**Question: can these errors be traced back to their methods?**

I have errors of the atomization energy of triplet BH₃, the energy needed to pull the molecule apart into one boron and three hydrogen atoms. Six rows have lost their labels. Each error is the value at that level less the best estimate at the basis limit, so a negative number means that the molecule is bound too weakly.

In the list of candidates, "/CBS" marks a result extrapolated to a complete basis set; the others use the small cc-pVDZ basis. HF is Hartree-Fock, MP2 is second-order perturbation theory, and CCSD and CCSD(T) are coupled cluster without and with a correction for triple excitations. AFQMC is auxiliary-field quantum Monte Carlo, a random sampling of the wave function, here guided by a trial function with single and double excitations (CISD).

Errors in the atomization energy of neutral triplet BH₃ at its PBE0/def2-TZVP geometry, computed with Ansatz 0.2.0 and the in-house AFQMC program afq 1. The basis is cc-pVDZ except in rows marked CBS, the boron 1s core is frozen, and the molecule's determinant is UHF. The reference level is full CI. Candidates: ph-AFQMC/CISD, CCSD, MP2/CBS, CCSD(T)/CBS, HF/CBS, HF.

```
row  this level less the best estimate at the basis limit (meV)  statistical noise, one standard error (meV)
  A                                                        -5.0                                        0.000
  B                                                     -1980.0                                        0.000
  C                                                       -40.0                                        0.000
  D                                                      -680.0                                        0.000
  E                                                      -640.0                                        4.000
  F                                                     -1809.0                                        0.000
```

Which row belongs to which method, and how far can the assignment be trusted?

**Answer**

The values fall into three pairs: B and F near −1.9 eV, D and E near −0.65 eV, and A and C close to zero. Two questions sort them. Does the method let the electrons avoid one another, and does the basis give them the functions to do so?

**B and F: no correlation**

In Hartree-Fock theory each electron moves in the average field of the others. Electrons of equal spin still keep apart, because the wave function must change sign when they are exchanged. Electrons of opposite spin have no such protection and come too close together too often. The energy gained when they avoid each other is the correlation energy, and Hartree-Fock lacks it.

This would not matter for an atomization energy if molecule and atoms lacked the same amount. They do not. The triplet molecule has four valence electrons of one spin and two of the other, which makes 8 opposite-spin pairs. The separated atoms have only 2, both in boron, since a hydrogen atom has a single electron.

The pairs that count most are those in which two electrons share one region of space. Boron has one such pair, in its 2s shell, and the triplet molecule has two. A pair of this kind is typically worth about 1 eV of correlation energy (a rough, recalled figure), and the looser pairs add to it. An error of one to two electronvolts is therefore the mark of Hartree-Fock, and the two Hartree-Fock labels belong to B and F.

Their order follows from the basis. An atom's electron cloud is centred on its own nucleus, whereas in a molecule the orbitals must deform towards the neighbours. A small basis has few functions for that, so it usually harms the molecule more than the atoms and makes the binding too weak. This makes B the small basis and F the limit. The argument is strong for ordinary chemical bonds, but it is no theorem: the variational principle orders total energies, not their differences.

**D and E: correlation in a small basis**

A correlated method can use only the functions that it is offered. Where two electrons meet, the exact wave function has a sharp crease. A small basis has to imitate this crease with a few smooth orbitals and does it badly. As the molecule has more pairs than the atoms, it loses more energy in this way, and the bonds again come out too weak.

The errors are measured from the basis limit, so even an excellent correlated method must show a sizeable error in cc-pVDZ. That places CCSD and AFQMC in the middle pair. The column of statistical noise then separates them at once: E carries a noise of 4 meV, and only a sampled method has any. E is AFQMC and D is CCSD.

The energies agree with this choice. CCSD leaves out the explicit joint motion of three electrons, which usually strengthens binding, so it should lie somewhat below a more complete method in the same basis. D does lie 40 meV below E. Without the noise column I would have made the same choice, but with less confidence.

**A and C: correlation near the basis limit**

What remains is MP2 and CCSD(T), both at the limit. This is the ambiguous pair. MP2 is the simpler theory, but an energy difference can come out well when the errors of molecule and atoms cancel. A small error alone doesn't identify the better method.

The construction of the reference helps. The best estimate is CCSD(T) at the basis limit plus a step to full configuration interaction (full CI), which is the exact solution within a given basis. The error of CCSD(T)/CBS is therefore this step with its sign reversed. With only six valence electrons and one dominant determinant, the step should be a matter of a few meV. That favours A for CCSD(T) and C for MP2, as a probable assignment until the size of the step is known.

**The labels**

The rows with their labels:

```
         level  this level less the best estimate at the basis limit (meV)  statistical noise, one standard error (meV)
            HF                                                     -1980.0                                        0.000
           MP2                                                      -668.0                                        0.000
          CCSD                                                      -680.0                                        0.000
       CCSD(T)                                                      -648.0                                        0.000
   ph-AFQMC/HF                                                      -544.0                                       26.000
 ph-AFQMC/CISD                                                      -640.0                                        4.000
released AFQMC                                                      -646.0                                        3.000
    free AFQMC                                                      -644.0                                        6.000
           FCI                                                      -642.0                                        0.000
        HF/CBS                                                     -1809.0                                        0.000
       MP2/CBS                                                       -40.0                                        0.000
   CCSD(T)/CBS                                                        -5.0                                        0.000
```

All six assignments hold, and the full table settles the doubtful pair. In cc-pVDZ, CCSD(T) lies at −648 meV and full CI at −642 meV, so the step is 6 meV. It matches the −5 meV of CCSD(T)/CBS within the rounding and could not produce −40 meV. The match itself is built in, because the reference contains this step. That the step is small speaks for CCSD(T) in the small basis, but it is no independent test at the basis limit.

**A simple model and its limit**

The sorting suggests a rule for estimating one row from others. Suppose that an error has two parts that add: one from the method and one from the basis. If all correlated methods share the same basis part, full CI reveals it, because full CI has no method error. A method's distance from full CI in the small basis should then survive at the basis limit.

For MP2 the steps are short. In cc-pVDZ it stands at −668 meV and full CI at −642 meV, so its own part is −668 + 642 = −26 meV. This is the prediction for MP2/CBS. The table gives −40 meV, a miss of 14 meV in a row that was not used for the prediction. That is small beside the more than 600 meV by which the MP2 value moves between the two bases, but it is about a third of the error being predicted. The rule gives the sign and the rough size, no more.

For Hartree-Fock the same rule fails badly. It predicts −1980 + 642 = −1338 meV at the limit, whereas the table gives −1809 meV. The reason is the assumption of a shared basis part. Hartree-Fock has no crease to describe and needs a larger basis only to shape its orbitals, which is worth 1980 − 1809 = 171 meV.

Full CI has to shape the orbitals and describe the correlation as well, the crease included. If the orbital part is the same, correlation accounts for 642 − 171 = 471 meV, nearly three quarters of the basis error. Here the rule therefore works roughly for MP2, which also needs the basis to describe correlated pairs, and breaks down for Hartree-Fock, which has none to describe.

**Why MP2 looks better than CCSD**

In cc-pVDZ, MP2 lies 26 meV from full CI and CCSD lies 38 meV from it. Judged by these numbers, the cheaper method wins. The total energies of the molecule, from the same calculations, tell a different story: MP2 is about 660 meV above full CI, and CCSD only about 70 meV.

MP2 can do well in the difference only if its atoms are wrong by nearly the same amount. Subtraction puts their error at about 630 meV. All of it must sit in boron, because a hydrogen atom has no correlation energy to get wrong. The good MP2 result is thus the difference of two large errors.

The error in boron has a likely cause. The atom's filled 2s orbital lies close in energy to the empty 2p orbitals, so the pair of 2s electrons readily moves into them for part of the time. A single determinant leaves this out, and second-order perturbation theory recovers only part of it. The molecule shows no such strong excitation: in its correlated wave function, no orbital that the determinant leaves empty holds more than about 0.02 electrons. Its MP2 error is more likely the sum of many small shortfalls, spread over a larger number of pairs. That the two errors nearly match then looks like luck, not like one defect that drops out.

The row ph-AFQMC/HF shows what happens when such errors do not cancel. Here "ph" stands for the phaseless constraint, which keeps the random sampling stable with the help of the trial function and leaves a bias that the quoted noise does not include. With a single determinant as trial, the atomization energy comes out 98 meV above full CI, with a noise of 26 meV. The molecule's total energy agrees with full CI within its noise, so most of the discrepancy belongs to the boron atom. An atom whose energy is too high makes the molecule seem too strongly bound.

The CISD trial contains the double excitations that a single determinant lacks. With it the difference from full CI shrinks to 2 meV, less than the noise of 4 meV. This fits the explanation by the 2s and 2p orbitals, though any better trial function might have had a similar effect. The two AFQMC variants without the constraint, released and free, also agree with full CI within about one standard error or little more, so the order of these three rows has no meaning.

**What the numbers belong to**

The best estimate of 8.323 eV is for a triplet, with two of its hydrogen atoms only 1.08 Å apart. It is not the atomization energy of ordinary BH₃, a flat singlet that is bound much more strongly. It also leaves out zero-point motion and spin-orbit coupling, and the basis limit behind it is extrapolated, with an uncertainty that the noise column does not include. An error of a few meV in this table is therefore not an error of that size against experiment.

For the atomization energy of this one molecule, the table suggests an order of work. First include correlation, then enlarge the basis, and only then refine the correlated method. Going from MP2 to full CI in cc-pVDZ removes 26 meV of error, whereas taking MP2 to the basis limit removes 628 meV. The first figure is small partly because the errors of MP2 cancel, which need not happen in another molecule. And before a cheap method is trusted because its atomization energy looks good, compare its total energies for the molecule and for the atoms separately with a better method in the same basis.
